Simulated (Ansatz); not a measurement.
# A series in volume scale on Ge

Results calculated with Ansatz 0.2.0, not measured. Free energy against uniform scaling of the volume at fixed shape and fractions; periodic cell, basis, potentials, k mesh and filling as listed.

The cell before it is scaled or strained (space group Cmcm, No. 63):
```
CELL_PARAMETERS angstrom
1.48810 -2.59470 0.00000
1.48810 2.59470 0.00000
0.00000 0.00000 4.72760
ATOMIC_POSITIONS crystal
Ge 0.66655 0.33345 0.25000
Ge 0.33345 0.66655 0.75000
```

Settings of every row: functional PBEsol; dispersion none; potentials PAW; wave cutoff 510 eV; density cutoff 2040 eV; k mesh 11x11x6; k shift 0x0x0; occupations cold; smearing width 0.15 eV; spin none.

Limits: coarse k mesh, up to 40 meV an atom off; the cell comes from a prototype or a list of computed structures and needn't be the stable phase.

| row | volume scale | V (Å³/atom) | pressure (GPa) | energy above lowest point (meV/atom) |
| --- | --- | --- | --- | --- |
| 1 | 0.88 | 16.064 | 13.21 | 82.4 |
| 2 | 0.92 | 16.794 | 7.88 | 34.8 |
| 3 | 0.96 | 17.524 | ? | ? |
| 4 | 1 | 18.254 | 0.35 | 0 |
| 5 | 1.04 | 18.984 | -2.27 | 4.6 |
| 6 | 1.08 | 19.714 | -4.39 | 19.9 |
| 7 | 1.12 | 20.445 | -6.11 | 44 |

Question: what pressure and energy above lowest point should row 3 give?

Worked fit of pressure. Take u = (V_r/V)^(2/3) − 1 with V_r = 18.619 Å³ an atom, which is twice the finite (Eulerian) strain; such expansions in the strain, on which the Birch-Murnaghan equation of state is built, carry the rest volume and the bulk modulus. The shown rows have u = 0.10341, 0.07119, 0.01329, -0.01286, -0.03738, -0.06047. Least squares give pressure = −1.032 + 100.73 × u + 307.4 × u² + 489 × u³ GPa; a parabola predicts inner rows, each left out in turn, worse (root mean square 0.085 against 0.022 GPa). The rows lie off it by 0.00, 0.01, -0.01, 0.01, 0.00, 0.00. The pressure vanishes at u = 0.0099, or V = 18.34 Å³ an atom, and there the bulk modulus at fixed shape and fractions is B = −V dP/dV = (2/3)(1 + u) dP/du = 72 GPa. Letting shape and atoms relax would as a rule lower it, by much in layered, chain or molecular crystals. The withheld row has u = 0.04123, so the fit gives −1.032 + 100.73 × (0.04123) + 307.4 × (0.04123)² + 489 × (0.04123)³ = 3.68 GPa.

The calculation gave 3.67 GPa. The fit lies 0.01 GPa (0.052 % of the column's range) above it, one unit of the last digit.

Worked fit of energy above lowest point. Take u = (V_r/V)^(2/3) − 1 with V_r = 18.619 Å³ an atom, which is twice the finite (Eulerian) strain; such expansions in the strain, on which the Birch-Murnaghan equation of state is built, carry the rest volume and the bulk modulus. The shown rows have u = 0.10341, 0.07119, 0.01329, -0.01286, -0.03738, -0.06047. Least squares give energy above lowest point = 0.76 − 181.61 × u + 9024.7 × u² + 3522 × u³ meV/atom; a parabola predicts inner rows, each left out in turn, worse (root mean square 0.62 against 0.14 meV/atom). The rows lie off it by 0.0, 0.0, 0.1, 0.0, -0.1, 0.0. Its lowest point lies at u = 0.0100, or V = 18.34 Å³ an atom, and the curvature there gives the bulk modulus at fixed shape and fractions, B = (4/9)(1 + u)² E″(u)/V = 72.3 GPa. Letting shape and atoms relax would as a rule lower it, by much in layered, chain or molecular crystals. The withheld row has u = 0.04123, so the fit gives 0.76 − 181.61 × (0.04123) + 9024.7 × (0.04123)² + 3522 × (0.04123)³ = 8.9 meV/atom.

The calculation gave 8.9 meV/atom. The fit meets it to the printed digit.
